# Line shape of two coupled protons that swap places

Two protons on one carbon of a saturated ring sit in different sites, axial and equatorial, and differ in chemical shift. They are also coupled by a scalar coupling $J$. When the ring flips from one chair form to the other, the two protons trade sites. The molecule after the flip is chemically the same as before, and the process is called mutual exchange. On warming, the four-line AB spectrum broadens, merges and sharpens to one line. The density-matrix theory of this process goes back to Kaplan (1958) and Alexander (1962). For $J=0$ the problem is that of an oscillator whose frequency is switched by a random telegraph signal. The coupling adds a quantum ingredient that two-site Bloch equations cannot hold.

## 1. Premises and conventions

1. The two spin-1/2 nuclei form an isolated pair in an isotropic liquid at high field.
2. The two chair forms are equally populated and have the same two shifts and the same $J$.
3. A flip is sudden, so the spin state does not change during it.
4. Flips form a Poisson process. The rate constant $k$ (s$^{-1}$) is the probability per unit time that a given molecule inverts, so a chair lives $1/k$ on average.
5. The thermal polarisation is small, and spin relaxation is neglected until Section 8.

Hamiltonians are divided by $\hbar$ and given in rad/s. With the shift difference $\Delta\nu$ and the coupling $J$ in Hz, set $d=2\pi\Delta\nu$, $J'=2\pi J$ and $a=d^2/4$. The offset $\omega$ is counted from the mean of the two shifts. In the frame rotating at that mean frequency, with proton 1 in site A and proton 2 in site B,

$$H=\tfrac{d}{2}(I_{1z}-I_{2z})+J'\,\mathbf I_1\cdot\mathbf I_2 .\tag{1}$$

## 2. The equation of motion

Let $P$ interchange the two spin states, $P|\alpha\beta\rangle=|\beta\alpha\rangle$. It equals $\tfrac12+2\,\mathbf I_1\cdot\mathbf I_2$ and obeys $P^2=1$. In the second chair form proton 1 is in site B, so by premise 2 the Hamiltonian there is $PHP$. Let $\rho_{\rm I}$ and $\rho_{\rm II}$ be the density matrices of molecules in the two forms, each weighted by its population. By premises 3 and 4 a flip moves a molecule with its spin state intact from one set to the other:

$$\dot\rho_{\rm I}=-i[H,\rho_{\rm I}]+k(\rho_{\rm II}-\rho_{\rm I}),\qquad \dot\rho_{\rm II}=-i[PHP,\rho_{\rm II}]+k(\rho_{\rm I}-\rho_{\rm II}).$$

Now label spins by site in place of nucleus, and define $\rho=\rho_{\rm I}+P\rho_{\rm II}P$. Multiply the second equation by $P$ on both sides. Because $P^2=1$, its commutator becomes $[H,P\rho_{\rm II}P]$. The exchange terms of the two equations add to $k(\rho_{\rm II}+P\rho_{\rm I}P)-k(\rho_{\rm I}+P\rho_{\rm II}P)$, and the first bracket is $P\rho P$. Hence

$$\dot\rho=-i[H,\rho]+k\,(P\rho P-\rho).\tag{2}$$

The coil detects the total spin $\mathbf F=\mathbf I_1+\mathbf I_2$, which commutes with $P$. Therefore ${\rm Tr}(F_+\rho)={\rm Tr}\,F_+(\rho_{\rm I}+\rho_{\rm II})$, and Eq. (2) holds the whole signal.

## 3. The basis in which exchange is diagonal

Take the eigenstates of $P$: the triplet $T_+=\alpha\alpha$, $T_0=(\alpha\beta+\beta\alpha)/\sqrt2$, $T_-=\beta\beta$ with eigenvalue $+1$, and the singlet $S=(\alpha\beta-\beta\alpha)/\sqrt2$ with eigenvalue $-1$. Three facts follow.

- Coupling. Since $\mathbf I_1\cdot\mathbf I_2=(2P-1)/4$, the triplet states have energy $J'/4$ and the singlet has $-3J'/4$.
- Shift. The operator $I_{1z}-I_{2z}$ gives $+1$ on $\alpha\beta$, $-1$ on $\beta\alpha$ and $0$ on $T_\pm$. It turns $T_0$ into $S$ and back, so the only off-diagonal element of $H$ is $\langle S|H|T_0\rangle=d/2$.
- Exchange. $(P\rho P)_{mn}=p_mp_n\rho_{mn}$ with $p=\pm1$. A triplet-triplet element is untouched. A singlet-triplet element changes sign at each flip and decays at the rate $2k$.

## 4. Signal and spectrum

A $90^\circ$ pulse turns the thermal deviation $F_z$ into $\rho(0)=F_x=(F_++F_-)/2$, constant factors dropped. The signal is $f(t)={\rm Tr}(F_+\rho)$. With $F_+T_-=\sqrt2\,T_0$, $F_+T_0=\sqrt2\,T_+$ and $F_+S=0$,

$$f(t)=x+u,\qquad x=\sqrt2\,\rho_{T_0T_+},\quad u=\sqrt2\,\rho_{T_-T_0},\qquad x(0)=u(0)=1 .$$

Define also $y=\sqrt2\,\rho_{ST_+}$ and $v=\sqrt2\,\rho_{T_-S}$, which start at zero because $F_x$ has no singlet elements. Insert the matrix elements of Section 3 in $\dot\rho_{mn}=-i\sum_l(H_{ml}\rho_{ln}-\rho_{ml}H_{ln})+k(p_mp_n-1)\rho_{mn}$. The states $T_\pm$ are eigenstates of $H$, so the equations close in two pairs:

$$\dot x=-i\tfrac d2\,y,\quad \dot y=-i\tfrac d2\,x+(iJ'-2k)\,y;\qquad \dot u=i\tfrac d2\,v,\quad \dot v=i\tfrac d2\,u-(iJ'+2k)\,v.\tag{3}$$

The term $iJ'$ in $\dot y$ is $-i(E_S-E_{T_+})=-i(-\tfrac34J'-\tfrac14J')$, and in $\dot v$ the order of the two states is reversed.

The absorption spectrum is $I(\omega)={\rm Re}\int_0^\infty f(t)e^{-st}dt$ with $s=i\omega$. This sign puts a line at $+\omega_0$ for $H=\omega_0F_z$. The Laplace transforms $X,Y$ of the first pair obey

$$sX-1=-i\tfrac d2Y,\qquad (s-iJ'+2k)\,Y=-i\tfrac d2X .$$

Solving the second for $Y$ and inserting it in the first gives $sX-1=-aX/(s-iJ'+2k)$. The second pair gives the same with $J'\to-J'$, since $(\pm i d/2)^2=-a$ for either sign. The line shape is

$$\boxed{I(\omega)=\sum_{\pm}{\rm Re}\left\{i\omega+\frac{d^2/4}{i(\omega\mp J')+2k}\right\}^{-1}}\tag{4}$$

An engineer may read each term as an admittance: a lossless element $i\omega$, the visible triplet coherence, is loaded through the coupling $d/2$ by a dark resonator at $\pm J'$ with damping $2k$.

To take the real part, write one term as $N/(A+iB)$ with $N=2k+i(\omega\mp J')$, $A=a-\omega(\omega\mp J')$ and $B=2k\omega$. Then ${\rm Re}[N(A-iB)]=2kA+(\omega\mp J')B=2ka$, and

$$I(\omega)=2ka\sum_\pm\frac1{D_\pm},\qquad D_\pm=(a-\omega^2\pm J'\omega)^2+4k^2\omega^2 .\tag{5}$$

The spectrum is positive, even in $\omega$, and blind to the signs of $d$ and $J$. Its area is $\pi f(0)=2\pi$ for every $k$. Its height at the centre, $I(0)=4k/a$, is independent of $J$. From here on $J$ means $|J|$.

## 5. Slow exchange

With $\kappa=2k-iJ'$ the first term of Eq. (4) is $\Phi(s)=(s+\kappa)/(s^2+\kappa s+a)$. Its poles are $s=-\kappa/2\pm\sqrt{\kappa^2/4-a}$, and $\kappa^2/4-a=k^2-ikJ'-C'^2/4$, where $C'=2\pi C$ and $C=\sqrt{\Delta\nu^2+J^2}$. To first order in $k/C'$ the root is $iC'/2-kJ'/C'$, so

$$s_\pm=\tfrac i2(J'\pm C')-k\,(1\pm J/C).$$

The residue $(s+\kappa)/(2s+\kappa)$ at $k=0$ is $\tfrac12(1\mp J/C)$. The second term of Eq. (4) supplies the mirror lines. The result is the AB quartet:

- outer lines at $\pm(C+J)/2$ Hz, weight $\propto1-J/C$, full width at half height $k(1+J/C)/\pi$ Hz;
- inner lines at $\pm(C-J)/2$ Hz, weight $\propto1+J/C$, full width $k(1-J/C)/\pi$ Hz.

The outer lines hold more singlet character and broaden faster. The shift difference is not a visible spacing. It is the geometric mean of the outer and inner separations, $\Delta\nu=\sqrt{(C+J)(C-J)}$.

## 6. Coalescence

Expand the denominators of Eq. (5):

$$D_\pm=a^2(1+\epsilon),\qquad \epsilon=\pm\frac{2J'}{a}\omega+\frac{b}{a^2}\omega^2\mp\frac{2J'}{a^2}\omega^3+\frac{\omega^4}{a^2},\qquad b=J'^2+4k^2-2a .$$

In $1/(1+\epsilon)=1-\epsilon+\epsilon^2-\dots$ the odd powers of $\omega$ cancel between the two signs. The $\omega^2$ term gets $-b/a^2$ from $-\epsilon$ and $4J'^2/a^2$ from $\epsilon^2$, so

$$I(\omega)=\frac{4k}{a}\left[1+\frac{2a+3J'^2-4k^2}{a^2}\,\omega^2+O(\omega^4)\right].\tag{6}$$

The centre is a dip for $4k^2<2a+3J'^2$ and a peak above. The curvature vanishes at $k_c^2=(d^2+6J'^2)/8$, or in Hz

$$\boxed{k_c=\pi\sqrt{\frac{\Delta\nu^2+6J^2}{2}}}\tag{7}$$

For $J=0$ this is $\pi\Delta\nu/\sqrt2$, the value for two uncoupled sites.

A flat centre does not by itself exclude maxima further out. To settle this, put $z=\omega^2$ and $D_\pm=E\pm2J'\omega(a-z)$ with $E=a^2+bz+z^2$, the mean of the two positive $D_\pm$. Adding the two fractions gives $I=4ka/G$ with $G=E-4J'^2z(a-z)^2/E$. Differentiate, using $dE/dz=b+2z$ and $d[z(a-z)^2]/dz=(a-z)(a-3z)$:

$$E^2\frac{dG}{dz}=E\left[(b-4J'^2)(a^2+3z^2)+(b^2+2a^2+16aJ'^2)z+2z^3\right]+4J'^2z(a-z)^2(b+2z).$$

The condition $k\ge k_c$ is the same as $b\ge4J'^2$. Then no term is negative and the bracket is positive for $z>0$, so $G$ rises and $I$ falls steadily away from the centre. The spectrum has a single maximum for $k\ge k_c$ and a central dip for $k<k_c$. Within the premises Eq. (7) is the exact coalescence condition. At $k_c$ the top is quartic, $I=(4k_c/a)[1-(a+4J'^2)^2\omega^4/a^4+\dots]$.

## 7. Fast exchange

For $2k\gg J',d$ the line is confined to $|\omega|\ll k$, and the $\omega$ in the inner denominator of Eq. (4) can be dropped. Each term becomes $1/(i\omega+\lambda_\pm)$ with

$$\lambda_\pm=\frac{a}{2k\mp iJ'}=\frac{a\,(2k\pm iJ')}{4k^2+J'^2}.$$

These are two lines displaced by $\mp{\rm Im}\,\lambda_+$, which is the fraction $J'/2k$ of their half-width. As $J'/2k\to0$ they fall on one Lorentzian of half-width $a/2k$ rad/s, and $J$ drops out. The reason is visible in Eq. (3): $J'$ acts only on $y$ and $v$, which exchange damps before their phase can build up. The averaged pair has two equivalent protons, whose mutual coupling commutes with $F_+$.

The leading correction follows from the half-height condition $G(z)=2G(0)=2a^2$. There $z\approx a^2/4k^2\ll a$, so $z^2$ is negligible against $a^2$, and in the small second term of $G$ one may set $E\approx2a^2$ and $(a-z)^2\approx a^2$. This leaves $a^2+bz-2J'^2z=2a^2$, or $z=a^2/(4k^2-J'^2-2a)$. The full width in Hz is $\sqrt z/\pi$:

$$W=\frac{\pi\Delta\nu^2}{2k}\left[1+\frac{J'^2+d^2/2}{8k^2}+\dots\right].\tag{8}$$

## 8. Natural line width

Let all four coherences also decay at a rate $R_2=\pi W_0$, where $W_0$ is the full width in Hz without exchange. This replaces $s=i\omega$ by $s=R_2+i\omega$, that is $i\omega\to i\omega+R_2$ in both places in Eq. (4). The two terms are complex conjugates for real $s$, so the curvature at the centre is $-2\,{\rm Re}\,\Phi''(R_2)$. Series division gives $\Phi=\sum_n\phi_ns^n$ with

$$\phi_2=\frac{\kappa^3-2a\kappa}{a^3},\qquad \phi_3=\frac{-\kappa^4+3a\kappa^2-a^2}{a^4}.$$

To first order in $R_2$ the centre is flat when ${\rm Re}(\phi_2+3R_2\phi_3)=0$. Here ${\rm Re}\,\phi_2=2k(4k^2-3J'^2-2a)/a^3$, which is $16k_c^2\,\delta k/a^3$ at $k=k_c+\delta k$. At $k_c$, ${\rm Re}\,\kappa^2=2a+2J'^2$ and ${\rm Re}\,\kappa^4=4a^2-8J'^4$, so ${\rm Re}\,\phi_3=(a+2J'^2)(a+4J'^2)/a^4$. With $16k_c^2=4(2a+3J'^2)$, $a=\pi^2\Delta\nu^2$ and $J'^2=4\pi^2J^2$,

$$\delta k=-\frac{3\pi W_0}{8}\,\frac{(\Delta\nu^2+8J^2)(\Delta\nu^2+16J^2)}{\Delta\nu^2(\Delta\nu^2+6J^2)}.\tag{9}$$

A natural width fills the dip early, and strong coupling enlarges the effect because it draws the inner lines together.

## 9. Range of validity

- Sudden flips. The time spent outside the chair forms must be short against $1/C'$. For an assumed 1 ns in intermediate forms and the 60 MHz case below, the phase gained is $2.8\times10^{-7}$ rad.
- Small polarisation. $h\nu_0/k_BT$ is $7.9\times10^{-5}$ at 400 MHz and 243 K.
- Mutual exchange only. Unequal conformers, a $J$ that differs between them, or exchange of a proton between molecules need other equations.
- Isolated pair. Couplings to further spins must be small against $\Delta\nu$, $J$ and $k/\pi$.
- Linear response. The signal is a free decay from equilibrium or an unsaturated sweep.
- Relaxation. Eq. (7) needs $|\delta k|\ll k_c$. If $y$ and $v$ relax faster than $x$ and $u$ by $\Delta R$, Eq. (3) shows that $k$ is replaced by $k+\Delta R/2$.
- Parameters. $\Delta\nu$ and $J$ must be those at the temperature of the spectrum. In practice they are extrapolated from the slow regime.

Eq. (4) holds for any ratio of $k$, $d$ and $J'$. The widths of Section 5 need $k\ll C'$, and Eq. (8) needs $2k\gg d,J'$.

## 10. Illustration: ring inversion of 1,3,5-trithiane

The ring (CH$_2$S)$_3$ has three equivalent CH$_2$ groups, and a chair flip swaps the axial and equatorial proton of each. The model treats one group as an isolated pair. All inputs are assumed, and are chosen to give a low-temperature AB pattern and a barrier typical of such sulfur-containing rings: shift difference 0.70 ppm, geminal $|J|=14.5$ Hz, natural width $W_0=1.0$ Hz, and a temperature-independent free energy of activation $\Delta G^\ddagger=46$ kJ/mol (11 kcal/mol). The barrier is defined for the chair-to-chair rate by the Eyring equation with unit transmission coefficient, $k=(k_BT/h)\exp(-\Delta G^\ddagger/RT)$. A barrier defined for the step from chair to an intermediate that returns half of the time is lower by $RT\ln2$, which is 1.3 kJ/mol at 227 K.

On a 60 MHz instrument $\Delta\nu=42$ Hz and $C=44.4$ Hz. The frozen quartet has inner lines at $\pm15.0$ Hz and outer lines at $\pm29.5$ Hz, with an intensity ratio of 1.97. At 200 K the model gives $k=4.0$ s$^{-1}$, which adds 0.86 Hz to the inner and 1.7 Hz to the outer widths.

The table lists the coalescence at three proton frequencies. $k_0=\pi\Delta\nu/\sqrt2$ ignores $J$, $T_c$ solves the Eyring equation for $k_c$, and the bias $RT_c\ln(k_c/k_0)$ is the amount by which use of $k_0$ overstates the barrier.

| $\nu_0$ (MHz) | $\Delta\nu$ (Hz) | $k_0$ (s$^{-1}$) | $k_c$ (s$^{-1}$) | $k_c/k_0$ | $T_c$ (K) | bias (kJ/mol) | $\delta k$ (s$^{-1}$) |
|---|---|---|---|---|---|---|---|
| 60 | 42 | 93 | 122 | 1.31 | 227 | 0.51 | $-4$ |
| 100 | 70 | 156 | 174 | 1.12 | 230 | 0.22 | $-2$ |
| 400 | 280 | 622 | 627 | 1.008 | 243 | 0.016 | $-1$ |

At 245 K the model gives $k=8.0\times10^2$ s$^{-1}$. Eq. (8) then gives an exchange width of 3.5 Hz at 60 MHz, with corrections of 0.16 % from $J$ and 0.68 % from $d$. The coupling that raised $k_c$ by a factor 1.31 has become invisible 18 K above coalescence.

The premise to test here is the isolated pair. Equatorial protons of different CH$_2$ groups couple over four bonds. With an assumed 1.5 Hz, each one is split by its two partners over 3 Hz. A splitting is not an exponential decay, so Eq. (9) does not apply, and the curvature at the centre changes only at second order in the coupling. For an order of magnitude, treat the partners as a static offset $\eta$ of the equatorial site with zero mean and variance $\sigma^2=(2\pi\times1.5)^2/2=44$ rad$^2$/s$^2$. It moves the mean frequency by $\eta/2$ and changes $d$ by $\eta$. Average the spectrum to second order in $\eta$ and collect the $\omega^2$ coefficient at $k=k_c+\delta k$ in units of $4k_c/a^3$. Eq. (6) gives $-8k_c\,\delta k$, the quartic term of Section 6 gives $-\tfrac32\sigma^2(1+16J^2/\Delta\nu^2)^2$, the second derivative of Eq. (6) with respect to $d$ gives $-\tfrac{11}2\sigma^2$, and the cross term vanishes because $I$ is even in $\omega$. The centre is flat when the sum is zero:

$$\delta k=-\frac{\sigma^2}{16k_c}\left[11+3\left(1+\frac{16J^2}{\Delta\nu^2}\right)^2\right].$$

This lowers the flattening rate by about 0.8 s$^{-1}$ at 60 MHz, against the rise of 29 s$^{-1}$ from the geminal coupling, and is worth 0.01 kJ/mol in the barrier. At 400 MHz it is about 0.06 s$^{-1}$ against 5 s$^{-1}$. The estimate is rough, because the partners share the shift of the observed proton and change sites in the same flip. It still places the four-bond coupling far below the $6J^2$ term, and below the effect of the natural width, at both fields.

The model's coalescence on a 60 MHz instrument is $k_c\approx122$ s$^{-1}$ at about 227 K ($-46\,^\circ$C). These are the numbers of the model, not of the molecule. The temperature follows from the assumed barrier through $dT_c/d\Delta G^\ddagger=T_c/(\Delta G^\ddagger+RT_c)$ and moves by about 5 K for each kJ/mol.